\section*{Half-integer $J$ in an octahedral field, worked out for Dy$^{3+}$ in CaF$_2$}

\subsection*{Premises and conventions}

I consider an ion with an odd number of electrons and start from four premises. (i) The free-ion level $J$ lies far enough from other levels that the site acts within its $n=2J+1$ states $|JM\rangle$. (ii) The site Hamiltonian $H$ commutes with every operation of the site group. (iii) There is no magnetic field or magnetic order, so $H$ commutes with time reversal $\Theta$. (iv) All states of the level have the same parity. A rotation by $\phi$ about $\hat{\mathbf n}$ is $e^{-i\phi\,\hat{\mathbf n}\cdot\mathbf J}$ with $\mathbf J$ in units of $\hbar$, $z$ is a fourfold axis, and the labels $\Gamma_i$ are Bethe's.

By (ii) every eigenspace of $H$ carries a representation of the site group, so the splitting pattern is the reduction of $D^{(J)}$ restricted to that group. For $O_h=O\times\{E,i\}$ the inversion acts by (iv) as a constant $\pm1$, and I need only the 24 rotations of $O$.

\subsection*{Characters of $D^{(J)}$}

A trace does not depend on the direction of the axis, so I take $z$ and sum a geometric series,
\begin{equation}
\chi_J(\phi)=\sum_{M=-J}^{J}e^{-iM\phi}=\frac{\sin(n\phi/2)}{\sin(\phi/2)} .
\label{chi}
\end{equation}
For half-integer $M$ each term changes sign under $\phi\to\phi+2\pi$. The rotation by $2\pi$, which I call $\bar E$, is represented by $-1$, and the matrices represent $O$ only up to a sign. They form a true representation of $O^*$, the set of all SU(2) matrices $\pm U$ that cover rotations in $O$, which has 48 elements. I write $g$ for the lift with $0\le\phi\le\pi$ and $\bar g=\bar Eg$.

\subsection*{Classes and spinor representations of $O^*$}

$O$ has five classes: $E$, $8C_3$, $3C_2$ (cube axes), $6C_4$, $6C_2'$ (face diagonals). A class of $O$ lifts to a single class of twice the size if $U$ is conjugate to $-U$, and to two classes otherwise. Since $\mathrm{tr}\,U=2\cos(\phi/2)$ and conjugate matrices have equal traces, $U\sim-U$ requires $\phi=\pi$. At $\phi=\pi$ one has $U^2=-1$, so $-U=U^{-1}$, which is the same rotation about the reversed axis. A twofold rotation about a perpendicular axis does this reversal, and $O$ contains one for both kinds of twofold axis. Hence $C_2$ and $C_2'$ give one class each, the other three split, and $O^*$ has eight classes and eight irreducible representations.

$\bar E$ commutes with all elements and squares to $E$, so by Schur's lemma it is $+1$ or $-1$ in each irreducible representation. Those with $+1$ are the five representations of $O$, whose squared dimensions add to 24. The other three, the spinor representations, have $\sum d^2=48-24=24$ and $\chi(\bar g)=-\chi(g)$, which forces $\chi=0$ on the two merged classes. For two spinor characters the barred classes repeat the unbarred ones, and the scalar product is
\begin{equation}
\langle\chi,\chi'\rangle=\tfrac1{24}\left[\chi^*(E)\chi'(E)+8\chi^*(C_3)\chi'(C_3)+6\chi^*(C_4)\chi'(C_4)\right].
\label{scal}
\end{equation}
I construct the three directly. From (\ref{chi}), $D^{(1/2)}$ has characters $(2,1,\sqrt2)$ on $(E,C_3,C_4)$ and norm $(4+8+12)/24=1$, so it is irreducible; this is $\Gamma_6$. The group $O$ permutes the four body diagonals as $S_4$, and the sign of the permutation is the one-dimensional $\Gamma_2$, equal to $-1$ on $C_4$ and $C_2'$. The product $\Gamma_7=\Gamma_2\times\Gamma_6$ has $(2,1,-\sqrt2)$, norm 1, and overlap $(4+8-12)/24=0$ with $\Gamma_6$. Finally $D^{(3/2)}$ has $(4,-1,0)$ and norm $(16+8)/24=1$; this is $\Gamma_8$. Since $4+4+16=24$, the list is complete.
\begin{equation*}
\begin{array}{c|cccccccc}
 &E&\bar E&8C_3&8\bar C_3&6C_4&6\bar C_4&3C_2,3\bar C_2&6C_2',6\bar C_2'\\ \hline
\Gamma_6&2&-2&1&-1&\sqrt2&-\sqrt2&0&0\\
\Gamma_7&2&-2&1&-1&-\sqrt2&\sqrt2&0&0\\
\Gamma_8&4&-4&-1&1&0&0&0&0
\end{array}
\end{equation*}

\subsection*{The branching rule}

From (\ref{chi}), $\chi_J(E)=n$, $\chi_J(C_3)=c_n$ and $\chi_J(C_4)=\sqrt2\,s_n$ with $c_n=\sin(n\pi/3)/\sin(\pi/3)$ and $s_n=\sin(n\pi/4)$. For $n=2,4,6,\dots$ the first runs through $1,-1,0$ and the second through $1,0,-1,0$, both periodically. The multiplicities $a_i=\langle\chi_i,\chi_J\rangle$ follow from (\ref{scal}):
\begin{equation}
a_6=\frac n{12}+\frac{c_n}3+\frac{s_n}2,\qquad a_7=\frac n{12}+\frac{c_n}3-\frac{s_n}2,\qquad a_8=\frac n6-\frac{c_n}3 ,
\label{mult}
\end{equation}
and $2a_6+2a_7+4a_8=n$ identically.
\begin{equation*}
\begin{array}{c|ccc|l}
J&n&c_n&s_n&\text{reduction}\\ \hline
1/2&2&1&1&\Gamma_6\\
3/2&4&-1&0&\Gamma_8\\
5/2&6&0&-1&\Gamma_7+\Gamma_8\\
7/2&8&1&0&\Gamma_6+\Gamma_7+\Gamma_8\\
9/2&10&-1&1&\Gamma_6+2\Gamma_8\\
11/2&12&0&0&\Gamma_6+\Gamma_7+2\Gamma_8\\
13/2&14&1&-1&\Gamma_6+2\Gamma_7+2\Gamma_8\\
15/2&16&-1&0&\Gamma_6+\Gamma_7+3\Gamma_8
\end{array}
\end{equation*}
Under $J\to J+6$, that is $n\to n+12$, $c_n$ is unchanged and $s_n$ changes sign. Therefore $a_6(J+6)=a_7(J)+1$, $a_7(J+6)=a_6(J)+1$, $a_8(J+6)=a_8(J)+2$, and the first six rows generate all others.

\subsection*{Time reversal}

On the multiplet $\Theta=e^{-i\pi J_y}K$, with $K$ complex conjugation in the $|JM\rangle$ basis, and $\Theta^2=(-1)^{2J}=-1$. Antiunitarity gives $\langle\psi|\Theta\psi\rangle=\langle\Theta^2\psi|\Theta\psi\rangle=-\langle\psi|\Theta\psi\rangle=0$, so every level has even degeneracy (Kramers). Whether $\Theta$ joins separate representations is decided by the Frobenius--Schur indicator $\iota=|G|^{-1}\sum_g\chi(g^2)$. I take over Wigner's criterion: for $\Theta^2=-1$, $\iota=-1$ means no extra degeneracy, $\iota=0$ pairs a representation with its complex conjugate, and $\iota=+1$ pairs two copies of the same one. In $O^*$ the squares are: $E,\bar E\to E$; the 16 threefold elements $\to\bar C_3$ (angle $4\pi/3$); the 18 twofold elements $\to\bar E$; the 12 fourfold elements $\to C_2$. Thus
\begin{equation}
\iota_{6}=\iota_7=\frac{2\cdot2+16(-1)+18(-2)}{48}=-1,\qquad \iota_8=\frac{2\cdot4+16\cdot1+18(-4)}{48}=-1 ,
\end{equation}
and the table already gives the number of levels.

\subsection*{Axial and lower sites}

Each improper operation is $i$ times a rotation, and by (iv) it acts as $\pm$ that rotation. An axial or lower point group therefore acts like $C_p$ or $D_p$ for some order $p\ge1$ of the main axis. The states fall into classes $\mu\equiv M \pmod p$ by their eigenvalue $e^{-2\pi i\mu/p}$, and $\Theta$ sends $\mu$ to $-\mu$. The group $C_p^*$ is cyclic and its representations are one-dimensional. They are complex and paired as $\pm\mu$, except for $\mu=p/2$ ($p$ odd), which is real and is doubled. In $D_p^*$ the perpendicular twofold axes join $\mu$ and $-\mu$ into a two-dimensional representation. Its $2p$ twofold elements square to $\bar E$ and contribute $-4p$ to the sum, the axial elements give $\sum_{k=0}^{2p-1}2\cos(4\pi\mu k/p)=0$ for $2\mu\not\equiv0 \pmod p$, and $\iota=-4p/4p=-1$. For $\mu=p/2$ there are two one-dimensional representations with characters $\pm i$ on the twofold axes, since these square to $-1$, and $\Theta$ pairs them. Every level is a doublet, and barring accidental coincidences there are $J+\tfrac12$ of them. For $J=15/2$ a tetragonal site gives four doublets with $\mu=\pm\tfrac12$ and four with $\mu=\pm\tfrac32$; a trigonal site gives five with $\mu=\pm\tfrac12$ and three with $\mu=\tfrac32$ ($|M|=\tfrac32,\tfrac92,\tfrac{15}2$).

\subsection*{The levels of $^6H_{15/2}$}

Dy$^{3+}$ is $4f^9$ with $L=5$, $S=5/2$, $J=15/2$ and parity $(-1)^{27}=-1$, so in $O_h$ the level gives $\Gamma_6^-+\Gamma_7^-+3\Gamma_8^-$. I test this against an explicit Hamiltonian. A one-electron potential acting in an $f$ shell has even rank $k\le6$. With $\chi_k$ from (\ref{chi}) at $n=2k+1$, the number of cubic invariants, $[2k+1+8\chi_k(C_3)+6\chi_k(C_4)+9\chi_k(C_2)]/24$, is 0, 1, 1 for $k=2,4,6$. The $C_4$ axis admits only $q=0,\pm4$, so with $w=\mathrm{Re}(x+iy)^4$ the invariants are $(35z^4-30z^2r^2+3r^4)+\lambda_4w$ and $(231z^6-315z^4r^2+105z^2r^4-5r^6)+\lambda_6(11z^2-r^2)w$. Equal values on the $z$ and $x$ axes require $8=3+\lambda_4$ and $16=-5-\lambda_6$, so $\lambda_4=5$, $\lambda_6=-21$. The Wigner--Eckart theorem replaces the polynomials by Stevens operators; with $X=J(J+1)$,
\begin{align*}
O_4^0&=35J_z^4-(30X-25)J_z^2+3X^2-6X,\qquad O_4^4=\tfrac12(J_+^4+J_-^4),\\
O_6^0&=231J_z^6-(315X-735)J_z^4+(105X^2-525X+294)J_z^2-5X^3+40X^2-60X,\\
O_6^4&=\tfrac14\{11J_z^2-X-38,\;J_+^4+J_-^4\},
\end{align*}
where braces denote the anticommutator, and
\begin{equation}
H=b_4\,\frac{O_4^0+5O_4^4}{60}+b_6\,\frac{O_6^0-21O_6^4}{13860}.
\label{H}
\end{equation}
$H$ couples $M$ to $M\pm4$, which gives four $4\times4$ blocks, equal in pairs by $\Theta$. Block $A$ has $M=\tfrac{15}2,\tfrac72,-\tfrac12,-\tfrac92$ and $C_4$ eigenvalue $e^{i\pi/4}$, which occurs once in $\Gamma_6$ and once in $\Gamma_8$. Block $B$ has $M=\tfrac{13}2,\tfrac52,-\tfrac32,-\tfrac{11}2$ and eigenvalue $e^{3i\pi/4}$, which occurs once in $\Gamma_7$ and once in $\Gamma_8$. Using $\langle M+4|J_+^4|M\rangle=24\,[\binom{J-M}4\binom{J+M+4}4]^{1/2}$, I find tridiagonal matrices $A=b_4A_4+b_6A_6$, $B=b_4B_4+b_6B_6$:
\begin{equation*}
\begin{array}{c|l|l}
&\text{diagonal}&\text{off-diagonal}\\ \hline
A_4&273,-101,189,-201&\sqrt{1365},\ 10\sqrt{231},\ 15\sqrt{77}\\
A_6&65,87,-75,59&-5\sqrt{1365},\ 6\sqrt{231},\ -3\sqrt{77}\\
B_4&-91,23,129,-221&\sqrt{5005},\ 42\sqrt{15},\ 5\sqrt{429}\\
B_6&-117,45,-25,-39&-3\sqrt{5005},\ 42\sqrt{15},\ -7\sqrt{429}
\end{array}
\end{equation*}
Because $a_6=a_7=1$, symmetry alone fixes the doublet states, so $A_4$ and $A_6$ share an eigenvector, with eigenvalues $\epsilon_4,\epsilon_6$. The first row of $5A_4+A_6$ and the last row of $A_4+5A_6$ have no off-diagonal element, and the end components of an eigenvector of a tridiagonal matrix with nonzero couplings cannot vanish. Hence $5\epsilon_4+\epsilon_6=1430$ and $\epsilon_4+5\epsilon_6=94$. In $B$ the same device gives $3\epsilon_4+\epsilon_6=-390$ and $7\epsilon_4+5\epsilon_6=-1742$. Solving, and then reading the components from the rows,
\begin{align}
E_6&=294b_4-40b_6, & |\Gamma_6\rangle&=(\sqrt{65},\sqrt{21},\sqrt{99},\sqrt7)/\sqrt{192},\nonumber\\
E_7&=-26b_4-312b_6, & |\Gamma_7\rangle&=(\sqrt{77},\sqrt{65},-\sqrt{39},-\sqrt{11})/\sqrt{192}.
\end{align}
All four rows of both matrices in each block are satisfied. Dividing $\det(E-A)$ by $E-E_6$, or $\det(E-B)$ by $E-E_7$, leaves the same cubic $E^3-e_1E^2+e_2E-e_3=0$,
\begin{align}
e_1&=-134b_4+176b_6,\qquad e_2=-70020b_4^2-25408b_4b_6-37296b_6^2,\nonumber\\
e_3&=9755928b_4^3-2803008b_4^2b_6+9920352b_4b_6^2-2845440b_6^3 .
\label{cubic}
\end{align}
Each root appears in all four blocks, and these are the three quartets predicted by (\ref{mult}).

The doublets also have fixed magnetic moments. The character of $\Gamma_6\times\Gamma_6$ and of $\Gamma_7\times\Gamma_7$ is that of $\Gamma_1+\Gamma_4$, with $\Gamma_4$ the axial vector. $\mathbf J$ therefore has one reduced matrix element in each doublet, and the splitting $|g|\mu_BB$ is isotropic, $|g|=2g_J|\langle J_z\rangle|$. The vectors give $\langle J_z\rangle=480/192=5/2$ and $544/192=17/6$. With the Land\'e factor $g_J=4/3$ (pure $LS$ coupling, spin $g$ factor 2), $|g_6|=20/3=6.67$ and $|g_7|=68/9=7.56$.

\subsection*{Range of validity}

The reduction (\ref{mult}) holds for any strength ratio and any microscopic origin of the field, since only (i) to (iv) entered. Intermediate coupling keeps $J$ and leaves it intact, although it shifts $g_J$ and the scale factors of $H$. Mixing with other $J$ joins only equal $\Gamma_i$, so labels and degeneracies survive, and the count per multiplet survives while multiplets do not overlap; the doublet vectors and $g$ values are then no longer fixed. In $T_d$ the table holds for even parity, while odd parity exchanges $\Gamma_6$ and $\Gamma_7$, because $S_4$ contains the inversion. In $T$ and $T_h$ there is no $C_4$, $\Gamma_6$ and $\Gamma_7$ become one representation, and $\Gamma_8$ breaks into two complex-conjugate two-dimensional ones which $\Theta$ holds together as a quartet. Icosahedral sites are not covered. The doublet rule needs $\Theta$; a field or magnetic order removes it. Strain or coupling to lattice modes of $\Gamma_3$ or $\Gamma_5$ symmetry can split a $\Gamma_8$ into two doublets, but cannot split a doublet.

\subsection*{Numbers for CaF$_2$:Dy$^{3+}$}

Dy$^{3+}$ replaces Ca$^{2+}$ at the centre of a cube of eight F$^-$. The site is $O_h$ when the compensating charge is remote; an interstitial F$^-$ in the adjacent empty cube along $\langle100\rangle$ makes it $C_{4v}$, with eight doublets.

I write the axial part of the electron's energy as $\mathcal A_4(35z^4-\dots)+\mathcal A_6(231z^6-\dots)$, with the brackets equal to $8r^4P_4$ and $16r^6P_6$. The state $|J,J\rangle$ is a single determinant, a full spin-up shell, which is spherical, plus spin-down electrons with $m=3,2$. The angular integrals are $\langle P_4\rangle=\tfrac3{33},-\tfrac7{33}$ and $\langle P_6\rangle=-\tfrac5{429},\tfrac{30}{429}$. Equating with the diagonal elements 273 and 65 of (\ref{H}),
\begin{equation}
b_4=\frac{8(-4/33)}{273}\mathcal A_4\langle r^4\rangle=-\frac{32}{9009}\mathcal A_4\langle r^4\rangle,\qquad
b_6=\frac{16(25/429)}{65}\mathcal A_6\langle r^6\rangle=\frac{80}{5577}\mathcal A_6\langle r^6\rangle .
\end{equation}

Input set (a) is eight point charges $-e$ at distance $R$ on the unrelaxed lattice. The expansion of $1/|\mathbf r-\mathbf R_j|$ has the axial part $\sum_k r^kR^{-k-1}P_k(\cos\theta)P_k(\cos\theta_j)$, and with $P_4(1/\sqrt3)=-7/18$, $P_6(1/\sqrt3)=2/9$ and $\kappa=e^2/4\pi\epsilon_0=14.40$ eV\,\AA,
\begin{equation}
\mathcal A_4=-\frac7{18}\frac{\kappa}{R^5},\qquad \mathcal A_6=\frac19\frac{\kappa}{R^7}.
\end{equation}
The measured lattice constant $a=5.466$ \AA\ (as listed by M. R\aa sander 2015, temperature not stated) gives $R=\sqrt3a/4=2.367$ \AA. With approximate radial moments $\langle r^4\rangle=0.12$ \AA$^4$ and $\langle r^6\rangle=0.13$ \AA$^6$, I get $\mathcal A_4\langle r^4\rangle=-9.0$ meV, $\mathcal A_6\langle r^6\rangle=0.50$ meV, $b_4=0.0321$ meV, $b_6=0.00717$ meV; the third figure in $b_k$ is a guard digit. The twelve Ca$^{2+}$ at $a/\sqrt2$, with $\sum P_4=-7/4$ and $\sum P_6=-39/16$, would change these by the fractions $-\tfrac98(\sqrt6/4)^5=-0.10$ and $\tfrac{351}{128}(\sqrt6/4)^7=0.09$.

Overlap, covalency and relaxation of the cube are absent from (a). As input set (b) I take typical effective values for a trivalent lanthanide in a fluoride cube, which include them, $\mathcal A_4\langle r^4\rangle\approx-30$ meV and $\mathcal A_6\langle r^6\rangle\approx5$ meV, so $b_4=0.107$ meV and $b_6=0.0717$ meV. On these inputs the omitted contributions have sizes of about 21 and 4.5 meV and exceed the point-charge terms, so (a) serves only for signs and as a second point in parameter space. The energies in meV from the centre of gravity, with the quartets from (\ref{cubic}), are
\begin{equation*}
\begin{array}{c|c|ccccc}
&b_6/b_4&\Gamma_8^{(1)}&\Gamma_8^{(2)}&\Gamma_8^{(3)}&\Gamma_7&\Gamma_6\\ \hline
(a)&0.22&-8.1&-4.2&9.3&-3.1&9.2\\
(b)&0.67&-26.5&-13.7&38.6&-25.2&28.6
\end{array}
\end{equation*}
The decimals describe the model and not the crystal. Both rows show two doublets and three quartets, with total spreads of 17 and 65 meV, but the order differs: $\Gamma_7$ is third in (a) and second in (b), 1.4 meV (16 K) above the lowest quartet. Inserting $E=E_7$ in the cubic shows that $\Gamma_7$ becomes the ground level at $b_6/b_4=0.71$, within the uncertainty of set (b).

With $^6H_{13/2}$ at approximately $\Delta=0.43$ eV, the spread of (b) is 0.15 of $\Delta$, so the multiplets do not overlap and the count stands. A coupling of order 30 meV to that level gives shifts of order $V^2/\Delta=2$ meV and admixtures $(V/\Delta)^2=0.005$. The shift is as large as the 1.4 meV interval, so this calculation leaves open whether $\Gamma_8$ or $\Gamma_7$ lies lowest. The linear Zeeman splitting of $\Gamma_7$ at 1 T is 0.44 meV, already a third of that interval, so in case (b) $|g_7|=7.56$ describes the doublet only at fields well below 1 T.